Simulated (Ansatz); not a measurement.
Strength of the B–O bond: C2H7BO3 → C2H6BO2 + OH

Species: C2H7BO3 `COB(O)OC`, singlet; C2H6BO2 `CO[B]OC`, doublet; OH, doublet. 

Shapes, held fixed at every level: PBE0-D4/def2-TZVP. Flexible molecules stand in one conformer, not always the lowest. Programs: Ansatz 0.2.0. Electronic energies: no zero-point or thermal term.

Problem. Estimate ΔE of this reaction.

Solution. The highest level, CCSD(T)/CBS estimate, gives ΔE = +640.0 kJ/mol; the levels span +611.5 to +655.9. The column of differences is taken from that level and isn't an error. No measured value is set beside it here. Open shells run unrestricted. The CBS estimate extrapolates MP2 from def2-TZVPP and def2-QZVPP and adds CCSD(T) − MP2 in the triple-zeta set, cores frozen.

```tsv
level	kind	ΔE (kJ/mol)	less CCSD(T)/CBS estimate
MP2/def2-TZVPP	perturbation theory	+655.9	+15.9
r2SCAN-D4/def2-TZVPP	meta-GGA	+611.5	-28.5
B3LYP-D4/def2-TZVPP	global hybrid	+615.3	-24.7
PBE0-D4/def2-TZVPP	global hybrid	+617.9	-22.1
wB97X-V/def2-TZVPP	range-separated hybrid	+633.9	-6.1
B2PLYP/def2-TZVPP	double hybrid	+622.1	-17.9
CCSD(T)/def2-TZVPP	coupled cluster or CI	+627.8	-12.2
CCSD(T)/CBS estimate	coupled cluster or CI	+640.0	0.0
```

Breaking this B–O bond costs +640.0 kJ/mol at the highest level, and every level agrees that it is very strong. The large electronegativity difference makes the σ bond strongly polar, and the hydroxyl oxygen also donates lone-pair density into the formally empty boron p orbital. Cleavage loses both contributions. The two methoxy groups can still donate to boron in the radical, but this does little for the unpaired electron, which probably sits mainly in a σ-type orbital on boron.

Enlarging the basis strengthens the bond in coupled cluster, as expected when an electron pair is broken and its short-range correlation converges slowly. MP2 therefore looks closer to the reference than it really is: in the same triple-zeta basis it lies well above CCSD(T), and basis incompleteness hides part of that overbinding. All the density functionals fall below the reference, wB97X-V by the least. The total reaction energy does not separate the σ and π shares of the bond strength.
